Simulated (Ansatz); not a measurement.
# Correcting a cheap level on molecular compounds of Sn

The vertical ionisation energy (cation less neutral) in eV of 6 molecular compounds of Sn: x at r2SCAN-D4/def2-TZVPP, y at CCSD(T)/def2-TZVPP. Shapes, held fixed at every level: PBE0-D4/def2-TZVP. Flexible molecules stand in one conformer, not always the lowest. Programs: Ansatz 0.2.0.

| molecule | x (eV) | y (eV) |
| --- | --- | --- |
| Sn(SH)4 | 9.01 | 9.72 |
| Sn(CH3)2Cl2 (dimethyltin dichloride) | 9.84 | ? |
| C2H4Sn (SMILES C#[C][SnH3]) | 10.10 | 10.58 |
| SnH2(CF3)F | 11.01 | 11.58 |
| SnH4 (SMILES [SnH4]) | 11.39 | 11.71 |
| Sn(CN)F3 | 13.21 | 14.11 |

Fit y = c + s·x to the known rows and predict y for Sn(CH3)2Cl2.


1. Means of the 5 rows: x = 10.9440, y = 11.540.
2. Σ(Δx)² = 9.7907, Σ(Δx·Δy) = 10.232, so the slope is 10.232/9.7907 = 1.0451.
3. Intercept: 11.540 − (1.0451) × 10.9440 = 0.102. The largest residual of the fit is 0.30.
4. Sn(CH3)2Cl2: 0.102 + 1.0451 × 9.84 = 10.39 eV.

CCSD(T)/def2-TZVPP gives 10.45 eV, so the prediction is off by -0.06 eV, within the largest residual. Uncorrected, r2SCAN-D4/def2-TZVPP misses it by -0.61 eV, and the other rows by 0.60 on average. The line removes about 90 % of this miss. Left out in turn, the other rows are missed by 0.35 eV on average. Cations run unrestricted. For atoms past krypton def2 sets carry core potentials with scalar relativity. Outer-core shells of Sn are correlated, in sets that cover them unevenly.

The ionisation energies follow the ligands more than the tin, which is formally tetravalent throughout. Sulfur lone pairs lie high and give Sn(SH)4 the lowest value, while fluoride and cyanide hold their own electrons tightly and, by withdrawing charge from tin, deepen the remaining levels of Sn(CN)F3. In dimethyltin dichloride, Sn–C bonding electrons and chlorine lone pairs compete as the source of the electron.

r2SCAN lies below CCSD(T) in every row, probably because the semilocal functional overstabilises the cation's hole to a degree that depends on the orbital ionised. The shortfall does not simply grow with the ionisation energy: SnH4, with the second-highest x among the fitted rows, has the smallest. The correction is therefore mostly a common upward shift, and the slope above one depends on Sn(CN)F3; without that row it would fall below one. The good result for dimethyltin dichloride supports such a shift for similar tin(IV) molecules, but not the slope as a general property of tin compounds.
